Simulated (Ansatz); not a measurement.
C: the change of pressure with volume per atom

All results are calculated (Ansatz 0.2.0). Density functional stress and forces at fixed atoms, pressure and stress positive in compression, spin-unpolarised plane waves.

Cell of the first row (space group P6_3/mmc, No. 194):
```
C
1.0
      2.4171     0.0000     0.0000
     -1.2085     2.0933     0.0000
      0.0000     0.0000     4.0255
C
4
Direct
  0.33333 0.66667 0.00062
  0.66667 0.33333 0.50062
  0.33333 0.66667 0.37438
  0.66667 0.33333 0.87438
```

Settings of every row: periodic directions 3; functional HSE06; spin orbit no; potentials PAW; wave cutoff 420 eV; k mesh 9x9x4; smearing width 0 eV.

Limits: stress loosely converged.

| row | volume per atom (Å³) | pressure (GPa) |
| --- | --- | --- |
| 1 | 5.092 | 51.3 |
| 2 | 5.162 | 42.7 |
| 3 | 5.656 | ? |
| 4 | 5.741 | -12.3 |
| 5 | 5.914 | -24.2 |
| 6 | 6.09 | -34.8 |

Question: what pressure should row 3 give?

Worked fit of pressure. Take u = (V_r/V)^(2/3) − 1 with V_r = 5.741 Å³ an atom, which is twice the finite (Eulerian) strain; such expansions in the strain, on which the Birch-Murnaghan equation of state is built, carry the rest volume and the bulk modulus. The shown rows have u = 0.08326, 0.07344, 0, -0.0196, -0.03858. Least squares give pressure = −12.27 + 640.2 × u + 1478 × u² GPa; a straight line predicts inner rows, each left out in turn, worse (root mean square 2.1 against 0.075 GPa). The rows lie off it by 0.0, 0.0, 0.0, 0.1, 0.0. The pressure vanishes at u = 0.0184, or V = 5.586 Å³ an atom, and there the bulk modulus with atoms relaxed is B = −V dP/dV = (2/3)(1 + u) dP/du = 472 GPa. The withheld row has u = 0.00999, so the fit gives −12.27 + 640.2 × (0.00999) + 1478 × (0.00999)² = -5.7 GPa.

The calculation gave -5.7 GPa. The fit meets it to the printed digit.
